\section*{The result and how it is obtained}

Take $N$ defects per unit volume in an insulating host of static relative permittivity $\varepsilon_s$. Each defect can sit in two positions. In one it carries the moment $+\mu\mathbf n$, in the other $-\mu\mathbf n$, and the first lies lower by $V$. The energy of a moment in the macroscopic field is $-\boldsymbol\mu\cdot\mathbf E$. I write $\beta=1/kT$, I take $V$ as independent of temperature, and $\chi$ is the susceptibility the defects add, so that the crystal has $\varepsilon=\varepsilon_s+\chi$. With $\theta$ the angle between $\mathbf n$ and $\mathbf E$,
\begin{equation}
Z=2\cosh\left[\beta\left(\tfrac{V}{2}+\mu E\cos\theta\right)\right],\qquad
\langle\mu_E\rangle=\mu\cos\theta\,\tanh\left[\beta\left(\tfrac{V}{2}+\mu E\cos\theta\right)\right].
\end{equation}
Differentiating with respect to $E$ at $E=0$ and multiplying by $N/\varepsilon_0$ gives
\begin{equation}
\chi_2=\frac{N\mu^2\cos^2\theta}{\varepsilon_0 kT}\,\mathrm{sech}^2\frac{V}{2kT}.
\label{eq:two}
\end{equation}
Axes along the field have $\cos^2\theta=1$, and random axes give $1/3$. For $V\ll kT$ the last factor is $1-(V/2kT)^2+\dots$ and we have a Curie law. For $V\gg kT$ it tends to $4e^{-V/kT}$ and the response freezes out. With $x=V/2kT$ the temperature dependence is that of $x\,\mathrm{sech}^2x$, which is largest where $x\tanh x=1/2$. The root is $x=0.772$, so the peak lies at $kT=0.648\,V$.

\section*{The assumption}

The assumption I want to examine is the least visible one: the partition function has two terms. It enters in the first line and never shows again. To see what it does, let the defect have any number of states $i$, with energies $E_i$, moments $\boldsymbol\mu_i$ and zero-field populations $p_i$. The second field derivative of $\ln Z$ is $\beta^2$ times the variance of the moment along the field. Averaged over random axes, or over all orientations that a cubic crystal makes equivalent, the variance tensor becomes a third of its trace times the unit tensor:
\begin{equation}
\chi=\frac{N}{3\varepsilon_0kT}\,\mathcal V,\qquad
\mathcal V=\sum_i p_i|\boldsymbol\mu_i|^2-\Big|\sum_i p_i\boldsymbol\mu_i\Big|^2 .
\label{eq:var}
\end{equation}
For two states $A$ and $B$ this is $\mathcal V=p_Ap_B|\boldsymbol\mu_A-\boldsymbol\mu_B|^2$. With $w=e^{-\beta V}$ we have $p_Ap_B=w/(1+w)^2=\tfrac14\mathrm{sech}^2(\beta V/2)$, and Eq.~\eqref{eq:two} returns with $2\mu=|\boldsymbol\mu_A-\boldsymbol\mu_B|$. Two things follow. The labels $+\mu$ and $-\mu$ cost nothing, because only the difference of the moments counts. The freeze-out, on the other hand, rests wholly on the counting of states: the variance vanishes at low temperature because the ground level is a single state and the defect has nowhere else to go.

\textit{Question.} So a pair of moments that are neither equal nor opposite is still covered?

Yes. Add a constant vector to both moments and the variance is unchanged. The constant part is a frozen moment that does not respond to the field. I shall use this freedom below.

\section*{The first correction}

Keep $A$ and $B$ as the reference system, with partition function $Z_2$, mean moment $\mathbf m$ and variance $\sigma^2$. Admit further states $k$, with relative weights $y_k=e^{-\beta E_k}/Z_2$ and offsets $\mathbf d_k=\boldsymbol\mu_k-\mathbf m$, and put $Y=\sum_k y_k$. Measure all moments from $\mathbf m$. The reference pair then has weight $1/(1+Y)$, mean zero and mean square $\sigma^2$, so
\begin{equation}
\mathcal V=\frac{\sigma^2+\sum_k y_k|\mathbf d_k|^2}{1+Y}-\frac{\left|\sum_k y_k\mathbf d_k\right|^2}{(1+Y)^2}.
\label{eq:exact}
\end{equation}
This is exact. The last term is of second order in the weights, and to first order
\begin{equation}
\delta\mathcal V=\sum_k y_k\left(|\mathbf d_k|^2-\sigma^2\right).
\label{eq:first}
\end{equation}
The positive part is the new room for fluctuation. The negative part is the population taken from the reference pair. Two different small quantities appear. The expansion is accurate when $Y\ll1$. The correction is negligible only when $\delta\mathcal V\ll\sigma^2$, and $\sigma^2$ is itself exponentially small in the frozen regime. The second condition is much the harder one. At low temperature an extra state at energy $W$ above $A$ adds a term in $e^{-\beta W}$ to a leading term in $e^{-\beta V}$, and it wins as soon as $W<V$.

\section*{The calcium--vacancy pair in NaCl}

A Ca$^{2+}$ ion on a Na$^+$ site has effective charge $+e$, a Na$^+$ vacancy has $-e$, and the two bind. Put the calcium at the origin and give vacancy positions $\mathbf r$ in units of $a/2$, with $a$ the cube edge. The nearest cation sites (nn) are the twelve of type $(1,1,0)$, at distance $a/\sqrt2$. The next ones (nnn) are the six of type $(2,0,0)$, at distance $a$. These are the two inequivalent sites, and I take nnn to lie above nn by $V$. In the point-charge picture the moment is $e$ times the vector from vacancy to calcium, so $\mu_1=ea/\sqrt2$ and $\mu_2=ea$, and $\mu_2^2=2\mu_1^2$.

The two-position reading picks $A=(1,1,0)$ and $B=(2,0,0)$, one jump apart. Their difference is $(1,-1,0)$, of the same length as $A$, so $|\boldsymbol\mu_A-\boldsymbol\mu_B|=\mu_1$ and the $\mu$ of Eq.~\eqref{eq:two} is $\mu_1/2$. There are 24 such nn--nnn links. If the defects are spread evenly over them, the frozen moments cancel and the factor $1/3$ is exact, since the $\langle110\rangle$ axes form a cubic set. With
\begin{equation}
\chi_0=\frac{N\mu_1^2}{3\varepsilon_0kT}=\frac{2c\,e^2}{3\varepsilon_0 a\,kT},\qquad N=\frac{4c}{a^3},
\end{equation}
where $c$ is the fraction of cation sites holding a paired calcium, the model says $\chi_2=\chi_0\,p_Ap_B$.

It leaves out sixteen sites. To drop the assumption by degrees, imagine that something raises each of them by the same energy $W$, and put $u=e^{-\beta W}$. The two-position model is $u=0$. The weights are $y=up_A$ for each of eleven nn sites and $y=up_B$ for each of five nnn sites. From here on variances are in units of $\mu_1^2$, and the common sign between $\boldsymbol\mu$ and $\mathbf r$ plays no part. The mean position of the reference pair is $(1+p_B,\,1-p_B,\,0)$, so
\begin{equation}
\sigma^2=p_Ap_B,\qquad |\mathbf m|^2=1+p_B^2 .
\end{equation}
The vectors of a full star add to zero. The twelve nn sites therefore have $\sum|\mathbf d|^2=12(1+|\mathbf m|^2)$, from which the term $p_B^2$ of site $A$ is removed, and the six nnn sites have $6(2+|\mathbf m|^2)$, from which the term $p_A^2$ of site $B$ is removed. The removed terms, weighted by $p_A$ and $p_B$, add up to $p_Ap_B=\sigma^2$. Equation~\eqref{eq:first} then gives
\begin{equation}
\delta\mathcal V=C\,u,\qquad C=12+(12p_A+6p_B)\left(1+p_B^2-p_Ap_B\right).
\label{eq:C}
\end{equation}
As $w\to0$, $C\to24$, and one can count it by hand. Seen from $A$, four nn partners lie at $60^\circ$ with $|\mathbf d|^2=1$, two at $90^\circ$ with 2, four at $120^\circ$ with 3 and one at $180^\circ$ with 4, and $4+4+12+4=24$. In the frozen regime the relative correction is thus $24\,e^{-\beta(W-V)}$.

The model can be summed to all orders. Split the weight of $A$ as $1=(1-u)+u$, and that of $B$ in the same way. The distribution is then a mixture of the two-site system, with weight $(1-u)(1+w)$, and of the complete eighteen-site system, with weight $u(12+6w)$. The second has zero mean and mean square $1+p_2$, where $p_2=w/(2+w)$ is the nnn population. If $f$ is its share of the mixture,
\begin{equation}
\mathcal V=(1-f)\,p_Ap_B+f\,(1+p_2)+f(1-f)\left(1+p_B^2\right),\qquad
f=\frac{u(12+6w)}{(1-u)(1+w)+u(12+6w)} .
\label{eq:mix}
\end{equation}
For small $u$, $f\simeq u(12p_A+6p_B)$ and $f(1+p_2)\simeq12u$, which restores Eq.~\eqref{eq:C}.

\textit{Question.} What is $W$ in the real crystal?

For an isolated pair it is zero. The cation site has the full cubic point group $O_h$, so the twelve nn sites are degenerate, and so are the six nnn sites. Then $u=1$, $f=1$, and
\begin{equation}
\chi_{18}=\chi_0\,(1+p_2),\qquad p_2=\frac{1}{1+2e^{V/kT}} .
\label{eq:full}
\end{equation}
If the moments are not those of point charges, symmetry still fixes their directions, and $1+p_2$ becomes $1+p_2(\mu_2^2/\mu_1^2-1)$.

\textit{Question.} Where did the hyperbolic secant go? I expected it to survive with degeneracy factors.

Group the states into levels. The variance is the population-weighted variance within each level plus $p_1p_2$ times the squared difference of the mean moments of the levels. The second piece is the one with the $\mathrm{sech}^2$ shape, and degeneracies would indeed only shift its argument. But each star has zero mean moment, so that piece vanishes identically. Moving population from the nn shell to the nnn shell is a totally symmetric change and carries no dipole. The two-position model keeps the between-level term alone, and the isolated pair has the within-level term alone.

\section*{Sizes}

As inputs I take the typical values $a\approx0.564$ nm and $\varepsilon_s\approx5.9$, a concentration $c=10^{-4}$ with all calcium paired and not aggregated, and $T=300$ K, where $kT=4.14\times10^{-21}$ J $=0.0259$ eV. Energies are quoted in electronvolts, $1\ \mathrm{eV}=1.602\times10^{-19}$ J. Then $N=2.23\times10^{24}$ m$^{-3}$, $\mu_1=6.39\times10^{-29}$ C\,m, $\mu_2=9.04\times10^{-29}$ C\,m and $\chi_0=0.083$. For $V$ a screened Coulomb estimate gives
\begin{equation}
V_{\rm C}=\frac{e^2}{4\pi\varepsilon_0\varepsilon_s}\,\frac{\sqrt2-1}{a}=0.18\ \mathrm{eV},
\end{equation}
but continuum screening is crude at one lattice spacing, and the relaxation of the neighbouring ions differs between the two sites. I therefore treat $V$ as a free input, work with the assumed value $0.05$ eV $=8.0\times10^{-21}$ J, and scan a range.

For that value $\beta V=1.93$, $w=0.145$, $p_A=0.874$, $p_B=0.126$, $p_Ap_B=0.110$ and $C=22.2$. The relative first correction is $Cu/p_Ap_B=201\,u$, while the expansion parameter is $Y=u(11p_A+5p_B)=10.2\,u$. To hold the correction to a tenth of the leading term the other sixteen sites must be raised by $W=0.20$ eV. At $W=0.14$ eV, more exactly at $u=p_Ap_B/C$, the correction equals the leading term although $Y$ is only $0.051$. First order gives $\mathcal V=0.221$ there and Eq.~\eqref{eq:mix} gives $0.212$. At $W=0$ the expansion has failed: it would add 22.2, whereas the exact change is $1+p_2-p_Ap_B=0.957$, which is 8.7 times the two-position value.

\begin{center}
\begin{tabular}{cccccc}
\hline
$V$ (eV) & $p_Ap_B$ & $p_2$ & $\chi_2$ & $\chi_{18}$ & $\chi_{18}/\chi_2$\\
\hline
0.02 & 0.216 & 0.187 & 0.018 & 0.098 & 5.5\\
0.05 & 0.110 & 0.067 & 0.0091 & 0.088 & 9.7\\
0.10 & 0.0200 & 0.0103 & 0.0017 & 0.084 & 50\\
0.18 & $9.4\times10^{-4}$ & $4.7\times10^{-4}$ & $7.8\times10^{-5}$ & 0.083 & $1.1\times10^{3}$\\
\hline
\end{tabular}
\end{center}

Over the whole range the neglected states supply most of the response. The temperature dependence changes in kind as well. For $V=0.05$ eV Eq.~\eqref{eq:two} peaks at 376 K, and at 300 K its logarithmic slope is $d\ln\chi_2/d\ln T=-1+\beta V\tanh(\beta V/2)=+0.45$. For Eq.~\eqref{eq:full} the slope is $-1+\beta V\,p_2(1-p_2)/(1+p_2)=-0.89$. There is no peak at any temperature. With $s=\beta V$, the derivative of $s(1+p_2)$ is $1+p_2-s\,p_2(1-p_2)$, and $s\,p_2(1-p_2)<s\,e^{-s}/2\le1/2\mathrm e=0.18$, with $\mathrm e$ the base of natural logarithms, so $\chi_{18}$ rises steadily on cooling. The product $\chi_{18}T$ merely moves from its low-temperature value up to $4/3$ of it, as $p_2$ goes from 0 to $1/3$. The second site turns out to be a modest correction to a Curie law, 0.067 in relative size here.

\section*{Further questions}

\textit{Question.} Could stress or a bias field pin the pair and rescue the two-position form?

A homogeneous stress is even under inversion. It splits the stars but leaves $\mathbf r$ and $-\mathbf r$ degenerate, so the ground level keeps at least two opposite moments and the Curie term survives. A field does break inversion, but $10^7$ V/m along the pair splits $\pm\mu_1$ by $2\mu_1E=8.0$ meV. A splitting of $0.20$ eV needs $2.5\times10^8$ V/m, and sites at smaller angles are raised less than the opposite one, so this understates the need. An elementary charge screened by $\varepsilon_s$ gives that field at 1.0 nm. The typical spacing $N^{-1/3}$ is 7.7 nm, and for random placement the mean number of other pairs within 1 nm is 0.009. Those neighbours are neutral and pin less well than a charge. So about one pair in a hundred, or fewer, is pinned before aggregation sets in. In dimers and larger clusters, or beside a charged dislocation, the symmetry is low and a term of the form \eqref{eq:two} can appear, with Eq.~\eqref{eq:first} as the test of whether two states suffice.

\textit{Question.} Equilibrium over eighteen sites needs jumps. Could slow kinetics confine the vacancy to two?

Look at which jumps connect what. Each nn site has two nnn sites one jump away and each nnn site has four nn sites. The nnn sites are the corners of an octahedron, the nn sites mark its edge directions, and the nn--nnn jumps alone link all eighteen. The nn--nn jumps alone link all twelve. Equivalent jumps have equal rates, so no time window isolates one link. One process does define two positions: the exchange of the calcium with an nn vacancy, which turns $\boldsymbol\mu_1$ into $-\boldsymbol\mu_1$. That is the model to the letter, but with $V=0$, and it returns the Curie term of the nn pairs.

\textit{Question.} Yet the dipolar response of such a crystal must vanish on cooling.

It does, for kinetic reasons. With a typical reorientation barrier of about 0.7 eV and a typical prefactor of about $10^{-14}$ s, the time $\tau=\tau_0e^{E_a/kT}$ is $6\times10^{-3}$ s at 300 K and $4\times10^{3}$ s at 200 K. Once $\tau$ exceeds the time of observation the dipoles drop out. That step moves with the frequency or waiting time, whereas the freeze-out of Eq.~\eqref{eq:two} is an equilibrium property and does not. The polar vector representation $T_{1u}$ occurs once in each star, so there are two dipolar relaxation modes, and Eq.~\eqref{eq:full} is the sum of their strengths.

\textit{Question.} You used the macroscopic field. Should there not be a Lorentz factor $[(\varepsilon_s+2)/3]^2$, which would be 6.9?

It depends on what $\mu$ means. Here it is the whole change of the crystal's dipole moment at fixed macroscopic field when the vacancy moves, the response of the host ions included. That is the quantity conjugate to the macroscopic field, and no further factor belongs to it. Far from the calcium a vacancy jump by a lattice vector carries exactly $-e$ along that vector, because the surroundings are the same before and after. Close to the calcium the relaxation differs from site to site, and $\mu_1$ and $\mu_2$ depart from the point-charge values by amounts I have not computed. This is why the susceptibilities carry two figures at most. A common rescaling of the moments cancels in the last column of the table.

\textit{Question.} You stopped at eighteen states. Is that not the same assumption again?

It is, and Eq.~\eqref{eq:first} handles it. The reference system now has $\mathbf m=0$ and $\sigma^2=1+p_2$. The third shell has 24 sites of type $(2,1,1)$ with $|\boldsymbol\mu|^2=3\mu_1^2$, so
\begin{equation}
\frac{\delta\chi}{\chi_0}=\frac{24\,e^{-\beta V_3}}{12+6w}\,\left(2-p_2\right),
\end{equation}
with $V_3$ measured from the nn level. The screened Coulomb estimate is $V_3=0.26$ eV, which gives $1.5\times10^{-4}$. If the true $V_3$ were as low as $0.10$ eV the term would be 0.075, as large as $p_2=0.067$. The conclusion that the response is Curie-like does not depend on this, since every complete shell has zero mean moment. Reading $V$ from the drift of $\chi T$ does depend on it.

\textit{Question.} What else competes with $p_2$?

Three terms. First, the pairs polarise one another's surroundings. Treat a sphere of host around one pair as embedded in a medium of permittivity $\varepsilon=\varepsilon_s+\chi$. The field inside is $3\varepsilon E/(2\varepsilon+\varepsilon_s)\simeq(1+\chi/3\varepsilon_s)E$, a relative change of 0.005. Second, the pinned fraction, up to about 0.009, loses part of its response. Third, replacing a fraction $c$ of the cations changes the host's own susceptibility by an amount of order $c(\varepsilon_s-1)=5\times10^{-4}$, which is 0.006 of $\chi_0$. Against $p_2=0.067$ all three are about a tenth. For $V=0.10$ eV, with $p_2=0.0103$, they rival it, and for $V=0.18$ eV they exceed it, so the nnn site could not then be seen in the static permittivity. None of them approaches the factor of 5.5 or more that separates $\chi_{18}$ from $\chi_2$.